# Office hour: reading a Pekar polaron in KCl backwards

**Student:** The sheet gives three energies for an excess electron in KCl and asks for the model parameters:

| quantity | value (meV) |
|---|---|
| $\lambda_1=\lambda(R_1)$, $R_1=10a$ | 103.5 |
| $\lambda_2=\lambda(R_2)$, $R_2=20a$ | 132.0 |
| formation energy $W$ | 39.5 |

What are these supposed to be?

**Lecturer:** They were made for the exercise, rounded to 0.5 meV, and each carries an independent standard uncertainty $\sigma=0.5$ meV. They imitate a calculation with classical ions, free of self-interaction and extrapolated to an isolated polaron. $W$ is the energy gained on going from an electron at the band edge of the perfect crystal to the relaxed self-trapped state. For $\lambda(R)$ you hold the ions fixed, translate the electron's envelope rigidly by $R$ along [100], and record the rise in energy. With the compiled lattice constant $a=6.29$ Å (300 K, Wikipedia), $R_1=62.9$ Å and $R_2=125.8$ Å. The unknowns are one dielectric number and the band mass $m$.

**Student:** Ions arranged for a charge that has left are not in equilibrium. The electrostatic energy I know, $\frac12\int \mathbf D\cdot\mathbf E$, assumes that they are.

**Lecturer:** That is why we take the polarisation as the variable, as Marcus did in 1956 and Felderhof in 1977. SI conventions, a linear, local, isotropic medium with $\varepsilon=1+\chi$, fixed temperature and fixed free charge. Let $\mathbf E_0$ be the field of the free charge in vacuum, and leave out its vacuum energy, which does not depend on $\mathbf P$:

$$F[\mathbf P]=\int\frac{P^2}{2\varepsilon_0\chi}\,dV-\int\mathbf P\cdot\mathbf E_0\,dV+\frac12\iint\frac{(\nabla\cdot\mathbf P)(\nabla'\cdot\mathbf P')}{4\pi\varepsilon_0|\mathbf r-\mathbf r'|}\,dV\,dV'.$$

The terms are the local cost of polarising, the coupling to the free charge, and the Coulomb self-energy of the bound charge $-\nabla\cdot\mathbf P$, surface charge included. Varying $\mathbf P$ gives $\mathbf P=\varepsilon_0\chi(\mathbf E_0+\mathbf E_P)$, with $\mathbf E_P$ the field of the bound charge. That is the constitutive law in the total field.

**Student:** Stationary, fine. The functional $\int(\rho\phi-\frac12\varepsilon_0\varepsilon|\nabla\phi|^2)\,dV$ is stationary at the right potential too, and it is a maximum there.

**Lecturer:** It is, and so its value away from the solution cannot be the cost of a fluctuation. Here, split $\mathbf P$ into a curl-free part $\mathbf P_L$ and a divergence-free part. Since $\nabla\cdot(\varepsilon_0\mathbf E_P)=-\nabla\cdot\mathbf P$ and $\mathbf E_P$ is curl-free, $\varepsilon_0\mathbf E_P=-\mathbf P_L$, and the self-energy is the field energy $\int P_L^2/2\varepsilon_0$. The functional is quadratic, so for any $\delta\mathbf P$ about equilibrium

$$\Delta F=\int\frac{\delta P^2}{2\varepsilon_0\chi}\,dV+\int\frac{\delta P_L^2}{2\varepsilon_0}\,dV,$$

which is positive when $\chi>0$. The minimum is a true one and it is unique.

**Student:** My notes have $\mathbf D$ where you have $\mathbf E_0$.

**Lecturer:** $\mathbf D$ and $\varepsilon_0\mathbf E_0$ have the same divergence, so they are equal when $\mathbf D$ is curl-free. A uniform medium guarantees it, dielectric boundaries in general do not. Our crystal is uniform. The source is then purely longitudinal, the transverse part of $\mathbf P$ vanishes at the minimum, and the integrand becomes local. The minimum lies at $\mathbf P=(1-1/\varepsilon)\mathbf D$, with $F=-(1-1/\varepsilon)\int D^2/2\varepsilon_0$.

**Student:** Now the frozen ions.

**Lecturer:** Two independent polarisations, electronic with $\chi_e=\varepsilon_\infty-1$ and ionic with $\chi_i=\varepsilon_s-\varepsilon_\infty$, coupled through their common field. The integrand obeys

$$\varepsilon_0 f=\frac{P_e^2}{2\chi_e}+\frac{P_i^2}{2\chi_i}+\frac{(\mathbf P_e+\mathbf P_i)^2}{2}-(\mathbf P_e+\mathbf P_i)\cdot\mathbf D .$$

Minimise over $\mathbf P_e$ at fixed $\mathbf P_i$. What do you get?

**Student:** $\mathbf P_e=(1-1/\varepsilon_\infty)(\mathbf D-\mathbf P_i)$. Putting it back leaves $-\mathbf P_i\cdot\mathbf D/\varepsilon_\infty$ and $\frac12P_i^2(1/\chi_i+1/\varepsilon_\infty)$, and a term in $D^2$ alone.

**Lecturer:** Write $\mathbf p=\mathbf P_i/\varepsilon_\infty$. The coefficient of $\frac12p^2$ is $\varepsilon_\infty\varepsilon_s/(\varepsilon_s-\varepsilon_\infty)$, so

$$\varepsilon_0 f=-\Big(1-\frac1{\varepsilon_\infty}\Big)\frac{D^2}{2}+\frac{p^2}{2c}-\mathbf p\cdot\mathbf D,\qquad c=\frac1{\varepsilon_\infty}-\frac1{\varepsilon_s}.$$

This $c$, the Pekar factor, is the dielectric unknown. The slow part is a parabola with its minimum at $\mathbf p=c\mathbf D$. Prepare $\mathbf p_A=c\mathbf D_A$, switch the charge to state $B$, and the excess over relaxed $B$ is $\int(\mathbf p_A-\mathbf p_B)^2/2\varepsilon_0c$:

$$\lambda=c\int\frac{(\Delta\mathbf D)^2}{2\varepsilon_0}\,dV,\qquad\Delta\mathbf D=\mathbf D_B-\mathbf D_A .$$

**Student:** And the two-sphere formula?

**Lecturer:** Move a charge $e$ from the surface of a sphere of radius $r_A$ to one of radius $r_B$ at distance $R>r_A+r_B$, and put $k=e^2/4\pi\varepsilon_0=14.400$ eV Å. Each field alone gives $\int_{r_A}^\infty (e/4\pi r^2)^2\,4\pi r^2dr/2\varepsilon_0=k/2r_A$, and likewise for $B$. The cross term $-\int\mathbf D_A\cdot\mathbf D_B\,dV/\varepsilon_0$ is minus the vacuum Coulomb energy of the two shells, $-k/R$. Hence

$$\lambda=ck\Big(\frac1{2r_A}+\frac1{2r_B}-\frac1R\Big).$$

If the spheres are cavities in the medium, there are corrections of order $ck\,r^3/R^4$, with $r$ a sphere radius, and the formula holds only for distant spheres. A polaron digs no cavity.

**Student:** It has no radius either. It is a cloud.

**Lecturer:** Then the radius is defined by the integral. For a normalised spherical envelope $\psi$ let

$$\frac1{r_p}=\iint\frac{|\psi(\mathbf r)|^2|\psi(\mathbf r')|^2}{|\mathbf r-\mathbf r'|}\,dV\,dV',$$

so that $\int D^2/2\varepsilon_0=k/2r_p$. A rigid translation by a lattice vector leaves the kinetic energy unchanged, and relaxed $B$ has the energy of relaxed $A$. For clouds that do not overlap the recorded rise is therefore

$$\lambda(R)=\lambda_\infty-\frac{ck}{R},\qquad\lambda_\infty=\frac{ck}{r_p},$$

whatever the shape. It is a straight line in $1/R$. Invert it.

**Student:** With $R_2=2R_1$ the step is $s=\lambda_2-\lambda_1=ck/R_2=28.5$ meV, and the intercept is $\lambda_\infty=2\lambda_2-\lambda_1=160.5$ meV. So $ck=sR_2=3585$ meV Å, $c=0.2490$ with a guard digit, and $r_p=3585/160.5=22.3$ Å. No mass has appeared.

**Lecturer:** The mass sets the size, through Pekar's self-consistency of 1946. Relax $\mathbf p$ to $c\mathbf D[\psi]$ and add the kinetic energy $T$ in a parabolic band:

$$E[\psi]=T-U,\qquad T=\frac{\hbar^2}{2m}\int|\nabla\psi|^2dV,\qquad U=\frac{ck}{2r_p}.$$

**Student:** You dropped $-(1-1/\varepsilon_\infty)D^2/2$. It is larger than what you kept.

**Lecturer:** In $\lambda$ it is the same before and after and cancels. In $E$ it must not be evaluated with the smeared cloud. The electronic polarisation responds on the scale of the gap, 8.7 eV as compiled (Aguado 1998), while the envelope moves on a scale of tens of meV. That polarisation follows the electron's position, not its average density, and costs the same in the free state and the trapped one. It is part of the band edge. Only the ions are taken to see $|\psi|^2$.

Now shrink all lengths by a factor $y$: $E(y)=Ty^2-Uy$. Stationarity at $y=1$ gives $U=2T$, so $W=-E=T=U/2$ and

$$\lambda_\infty=2U=4W .$$

For a family $\psi(br)$ write $T=\tau\hbar^2b^2/m$ and $1/r_p=Jb$. Minimising over $b$, with $\mathrm{Ry}=m_ek^2/2\hbar^2=13.606$ eV,

$$W=\eta\,c^2\,\frac{m}{m_e}\,\mathrm{Ry},\qquad\eta=\frac{J^2}{8\tau}.$$

**Student:** So the shape enters after all.

**Lecturer:** Only through $\eta$, and any trial shape gives a lower bound on it. A Gaussian $\psi\propto e^{-x^2/2}$, $x=br$, has $\tau=3/4$, $J=\sqrt{2/\pi}$ and $\eta=1/3\pi=0.1061$. A function of Pekar's type, $\psi\propto(1+x+0.45x^2)e^{-x}$, has $\tau=0.12523$ and $J=0.32970$, so $\eta=0.1085$, higher by 2.3 per cent. We use the higher one:

$$\frac{m}{m_e}=\frac{\lambda_\infty}{4\eta c^2\,\mathrm{Ry}}=\frac{0.1605}{4\times0.1085\times0.2490^2\times13.606}=0.438 .$$

The Gaussian would give 0.448.

**Student:** You assumed no overlap before you knew the size. With $r_p=22.3$ Å and an exponential tail, 62.9 Å is not far.

**Lecturer:** Test it afterwards. Cut both clouds into shells of radii $r_1$ and $r_2$. If $r_1+r_2<R$ they interact as $1/R$. Otherwise, averaging the potential of one shell over the other, the interaction falls short of $1/R$ by the fraction $(r_1+r_2-R)^2/4r_1r_2$ when both radii are below $R$, and by no more than that in any case. For our function $1/b=Jr_p=7.4$ Å, so $bR_1=8.5$. Averaging that fraction over both radial distributions gives less than 0.2 per cent of $ck/R_1=57.0$ meV, about 0.1 meV at most. It is well under $\sigma$.

**Student:** Is the answer unique, or could another pair $(c,m)$ give the same table?

**Lecturer:** The forward map is $s\propto c$ and $\lambda_\infty\propto c^2m$. In logarithms the Jacobian is triangular with unit diagonal, so every positive pair $(s,\lambda_\infty)$ has exactly one preimage. But see what does the work. Every energy of a single relaxed polaron scales as $c^2m$. Given $W$ or $\lambda_\infty$ alone, $c=0.20$ with $m=0.68\,m_e$ and $r_p=17.9$ Å would serve equally well. The degeneracy is broken by a length, and here the length is $R$.

**Student:** And the two dielectric constants?

**Lecturer:** Not separable. Only $c$ appears, so the data fix one curve in the $(\varepsilon_\infty,\varepsilon_s)$ plane. Supply the compiled $\varepsilon_s=4.815$ (300 K, Andeen 1970), whose inverse is 0.2077, and $1/\varepsilon_\infty=0.2490+0.2077$ gives $\varepsilon_\infty=2.19$. The static constant depends on temperature, so for ions at rest the room-temperature value is a stand-in.

**Student:** The compiled $\varepsilon_\infty$ is 2.2 (Pishtshev 2010). It agrees.

**Lecturer:** Do not report that as a finding. I made the data with the dielectric constants of KCl in view, so the closeness tests your arithmetic and nothing else. Now carry the uncertainties through.

**Student:** $\sigma_s=\sqrt2\,\sigma=0.71$ meV, which is 2.5 per cent, so $c=0.249\pm0.006$, and $\sigma(\varepsilon_\infty)=\varepsilon_\infty^2\sigma_c=0.03$. Next $\sigma(\lambda_\infty)=\sqrt5\,\sigma=1.1$ meV, or 0.7 per cent. Since $m\propto\lambda_\infty/s^2$, I add 0.7 and twice 2.5 in quadrature and get 5.0 per cent.

**Lecturer:** That treats $s$ and $\lambda_\infty$ as independent, and they come from the same two numbers. Differentiate with respect to the data:

$$\frac{\partial\ln m}{\partial\lambda_1}=\frac2s-\frac1{\lambda_\infty}=0.0639\ \text{meV}^{-1},\qquad\frac{\partial\ln m}{\partial\lambda_2}=\frac2{\lambda_\infty}-\frac2s=-0.0577\ \text{meV}^{-1}.$$

In quadrature, times $\sigma$, that is 4.3 per cent, so $m=(0.44\pm0.02)\,m_e$. The same treatment of $r_p\propto s/\lambda_\infty$ gives 1.8 per cent, $r_p=22.3\pm0.4$ Å. Data good to half a per cent yield a mass good to four, because $c$ comes from a difference and is then squared. A shift common to both values is benign by contrast: it cancels in $s$, and 1 meV of it moves $m$ by 0.6 per cent.

**Student:** Then skip the difference and take $c$ from the compiled constants.

**Lecturer:** They give $c=0.247$. But 2.2 has two figures, and a rounding of 0.05 moves $c$ by $0.05/2.2^2=0.010$ and $m$ by up to 8 per cent. The slope does better. To improve it, widen the range of $1/R$, since $\sigma_c=\sqrt2\,\sigma/[k(1/R_1-1/R_2)]$. Sending $R_2$ to infinity gains only a factor of two, and lowering $R_1$ runs into the overlap.

**Student:** We never used $W$.

**Lecturer:** As a route to $\lambda_\infty$ it is the weaker one, since $4W=158.0$ meV carries $4\sigma=2.0$ meV. It serves as a test. The inversion predicts $W=\lambda_\infty/4=40.1\pm0.3$ meV, and $\lambda_\infty-4W=2.5\pm2.3$ meV is compatible with zero.

**Student:** What would make it differ from zero?

**Lecturer:** Any short-range coupling. The lattice also dilates. With a deformation potential $\Xi$ and a longitudinal modulus $C_L$, the energy density $\frac12C_L\Delta^2+\Xi\Delta|\psi|^2$ relaxes over the dilatation $\Delta$ to give an energy $-A$, with $A=(\Xi^2/2C_L)\int|\psi|^4dV$. For a Gaussian $\int|\psi|^4dV=(2r_p)^{-3}$. The compiled constants are $C_{11}=40.78$, $C_{12}=6.9$ and $C_{44}=6.33$ GPa (Oses 2018). $C_L$ is $C_{11}$ along $\langle100\rangle$ and $(C_{11}+2C_{12}+4C_{44})/3=26.6$ GPa along $\langle111\rangle$. An assumed $|\Xi|=5$ eV, purely illustrative, gives $A=0.6$ and 0.8 meV for the two moduli.

**Student:** Under one meV. Negligible.

**Lecturer:** Follow it. $A$ scales as $y^3$, so at the local minimum $2T=U+3A$, and $W=U+A-T=(U-A)/2$. The dilatation is frozen with the ions and quadratic in the same way, so $\lambda_\infty=2U+2A$. Therefore $\lambda_\infty-4W=4A$. To first order $W$ rises by $A$, so $\lambda_\infty$ rises by $8A$, three quarters of that because the cloud contracts. This is 4 to 7 meV, and it would make the inferred mass too high by 3 to 4 per cent. It rivals the statistical figure, and the test cannot exclude it, since it returns $A=0.6\pm0.6$ meV. The slope is safe, because elastic anisotropy adds only a tail falling as $1/R^3$. Two further scales, with coefficients we have not computed: $T$ is 0.5 per cent of the gap, which gauges non-parabolicity, and $(a/2r_p)^2=0.02$ gauges the departure from a local continuum. Both act on the intercept. So $c$ is robust, and $m$ deserves two figures.

**Student:** My real objection is the last. You let the ions see $|\psi|^2$. Are they that slow?

**Lecturer:** In a calculation with classical ions, by construction. In the crystal, no. Take the longitudinal optical phonon as approximately $\hbar\omega=26$ meV, a typical value given as input. It is of the same size as $T$. The Fröhlich constant $\alpha=(ck/\hbar)\sqrt{m/2\hbar\omega}$ obeys $\alpha^2\hbar\omega=c^2(m/m_e)\,\mathrm{Ry}=\lambda_\infty/4\eta=370$ meV, so $\alpha=3.8$, and Pekar's energy is $-\eta\alpha^2\hbar\omega$. Quantise the slow polarisation as one dispersionless mode and let an electron at the band edge emit one virtual phonon:

$$\Delta E=-\frac{ce^2\hbar\omega}{2\varepsilon_0}\int\frac{d^3q}{(2\pi)^3}\,\frac{1}{q^2\,(\hbar\omega+\hbar^2q^2/2m)}=-\alpha\hbar\omega=-98\ \text{meV}.$$

The variational state of Lee, Low and Pines (1953) has this same energy. It and Pekar's product state both bound the ground state of the Fröhlich model from above, so the lower is the better, and Pekar's wins only for $\alpha>1/\eta=9.2$.

**Student:** So 40 meV is not the binding energy in KCl.

**Lecturer:** It is the adiabatic model's. With the same $c$ and $m$, quantised phonons bind the electron at least 2.4 times as strongly, so for the crystal the adiabatic figure falls short by more than half. The inversion is still the right one for these data, because data and model share the classical-ion assumption. Applied to a binding energy from the quantum crystal, the same formula would inflate $c^2m$ by that factor.

**Student:** Then I write $c=0.249\pm0.006$, $r_p=22.3\pm0.4$ Å and $m=(0.44\pm0.02)\,m_e$.

**Lecturer:** As the model's parameters for made-up data. Add that $m$ is the bare band mass and not the phonon-dressed mass, that short-range coupling of the size we assumed would lower it by a further 3 to 4 per cent, and that the data were chosen to put it in the range typical of the KCl conduction band, roughly 0.4 to 0.5 $m_e$.